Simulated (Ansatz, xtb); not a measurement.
# Two structures of BGaH2SeSn

We compare X, a singlet given by its coordinates, with Y, a singlet given by its coordinates. Both are isolated molecules in the gas phase, relaxed with B3LYP-D3(BJ)/def2-SVP.

X (Å):

```
atom    x (Å)    y (Å)    z (Å)
   B   0.7140  -0.0946   0.3421
  Ga   0.3095   0.2819  -1.8482
  Se   0.3323  -0.4537   2.2837
  Sn  -1.7041  -0.2544   0.7731
   H   1.2229  -1.0027  -0.3293
   H   1.1533   1.0211   0.0314
```

Close contacts (Å): B1–Ga2 2.26, B1–Se3 2.01, B1–Sn4 2.46, Ga2–Sn4 3.35, Se3–Sn4 2.54, B1–H5 1.24, B1–H6 1.24, Ga2–H5 2.19, Ga2–H6 2.19.

Y (Å):

```xyz
6

B    -0.0217    0.7473   -0.7357
Ga   -0.3144   -1.8844   -0.3937
Se    0.3546   -0.0486    1.2682
Sn    1.9949    1.5673   -0.0441
H    -1.0439    1.3747   -0.8491
H     0.1609   -0.1494   -1.5819
```

Close contacts (Å): B1–Ga2 2.67, B1–Se3 2.19, B1–Sn4 2.28, Ga2–Se3 2.57, Se3–Sn4 2.65, B1–H5 1.20, B1–H6 1.25, Ga2–H6 2.16.

Energies in hartree; the thermal terms are from B3LYP-D3(BJ)/def2-SVP harmonic frequencies (ideal gas, rigid rotor, one conformer each, 600 K, 1 atm) and include the zero-point energy:

```
                               X            Y
E, CCSD(T)/def2-SVP  −4562.428378  −4562.426396
    E, MP2/def2-SVP  −4562.386078  −4562.384386
  E, MP2/def2-TZVPP  −4563.249555  −4563.249288
  zero-point energy      0.021924      0.021569
       H(600 K) − E      0.040399      0.040478
       G(600 K) − E     −0.058064     −0.059057
```

Question: Correct the CCSD(T) difference for the basis set by the MP2 change, then work out ΔE, ΔE₀, ΔH and ΔG for X → Y in kJ/mol (1 Eh = 2625.50 kJ/mol) and the equilibrium ratio [Y]/[X].

Answer: 1. Differences Y − X: CCSD(T) +0.001982, MP2 in the small set +0.001692, MP2 in the large set +0.000267 Eh.
2. ΔE = +0.001982 + (+0.000267 − (+0.001692)) = +0.000557 Eh = +1.46 kJ/mol.
3. ΔE₀ = ΔE + ΔZPE = +0.000557 + (−0.000355) Eh = +0.53 kJ/mol.
4. ΔH = ΔE + (+0.000079) Eh = +1.67 kJ/mol.
5. ΔG = ΔE + (−0.000993) Eh = −1.14 kJ/mol, so ΔS = (ΔH − ΔG)/T = +4.7 J/(mol K).
6. kT = 1.9001 mEh, so K = [Y]/[X] = exp(−ΔG/kT) = exp(+0.23) ≈ 1.3.

The two are too close for this level to say which is favoured. An error of 4 kJ/mol in ΔG would change K by a factor of 2.2. Mirror images and further conformers aren't counted.

Other levels gave ΔE = +2.9 (B3LYP-D3(BJ)/def2-SVP); −14.5 (HF/def2-SVP); +4.4 (MP2/def2-SVP); +5.2 (CCSD(T)/def2-SVP) kJ/mol. The correlated steps freeze 23 core orbitals; the filled d shell of Ga and Se and Sn is correlated, in a basis made for valence electrons. Atoms past krypton carry core potentials in the def2 sets, without spin–orbit terms. Programs: Ansatz 0.2.0.

The two isomers differ mainly in how gallium is held. In X it sits against the BH₂ side, with a long Ga–B contact and two weak Ga···H contacts, while selenium links boron and tin. In Y selenium also reaches gallium, and only one hydrogen leans towards it. The stretched contacts suggest delocalised, partly ionic bonding around a low-valent gallium centre whose lone pair is largely 4s in character. Exchanging B–Ga and hydridic contacts for a Ga–Se contact therefore probably costs little energy.

Hartree–Fock favours Y, whereas every correlated level favours X in electronic energy. Correlation thus stabilises X more, plausibly because its electrons are shared more closely among the boron, gallium and tin centres. The negative ΔG comes from entropy, not from stronger bonding in Y: ΔH remains positive, and softer skeletal motions in Y are the likely source. The equilibrium ratio says nothing about how fast the isomers interconvert, since no barrier was computed.
